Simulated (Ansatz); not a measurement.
**Strength of the Sn–C bond: SnH2(CF3)F → SnH2F + CF3**

Species: SnH2(CF3)F, singlet; SnH2F `[F][SnH2]`, doublet; CF3 (trifluoromethyl radical) `F[C](F)F`, doublet. 

Shapes, held fixed at every level: PBE0-D4/def2-TZVP. Programs: Ansatz 0.2.0. The zero-point and thermal change to 298 K, harmonic and unscaled (PBE0-D4/def2-TZVP), is -7.4 kJ/mol.

```
               level                    kind  ΔH(298 K) (kJ/mol)  less CCSD(T)/def2-TZVPP
         HF/def2-SVP            Hartree–Fock              +161.7                   -106.6
       HF/def2-TZVPP            Hartree–Fock              +158.8                   -109.5
r2SCAN-D4/def2-TZVPP                meta-GGA              +242.3                    -26.0
  wB97X-V/def2-TZVPP  range-separated hybrid              +273.7                     +5.4
        MP2/def2-SVP     perturbation theory              +257.4                    -10.9
    CCSD(T)/def2-SVP   coupled cluster or CI              +251.8                    -16.5
  CCSD(T)/def2-TZVPP   coupled cluster or CI              +268.3                      0.0
```

The highest level, CCSD(T)/def2-TZVPP, gives ΔH(298 K) = +268.3 kJ/mol; the levels span +158.8 to +273.7. The column of differences is taken from that level and isn't an error. Hartree–Fock misses the correlation of the pair that is broken and comes out low. No measured value is set beside it here. Open shells run unrestricted unless RO is named. For atoms past krypton def2 sets carry core potentials with scalar relativity. Correlated rows may include outer-core shells of Sn, which these sets cover unevenly.

Homolysis of the Sn–C bond is strongly endothermic at every level, and electron correlation supplies a large part of the bond enthalpy. The basis set matters mainly through that correlation: going from def2-SVP to def2-TZVPP slightly lowers the Hartree–Fock value but raises CCSD(T) from +251.8 to +268.3 kJ/mol. The larger set describes the correlated motion of the bonding pair better, a pair that is separated in the two radicals. MP2 lies close to CCSD(T) in the same small basis, so most of its apparent shortfall comes from the basis rather than from the perturbative treatment. The closeness of wB97X-V to the highest level is therefore no strict test of the functional, since the coupled-cluster value is probably not yet converged with basis size. The bond enthalpy alone doesn't establish thermal stability, because trifluoromethyltin compounds can also lose difluorocarbene as fluorine migrates to tin, a path favoured by the strong Sn–F bond it forms.
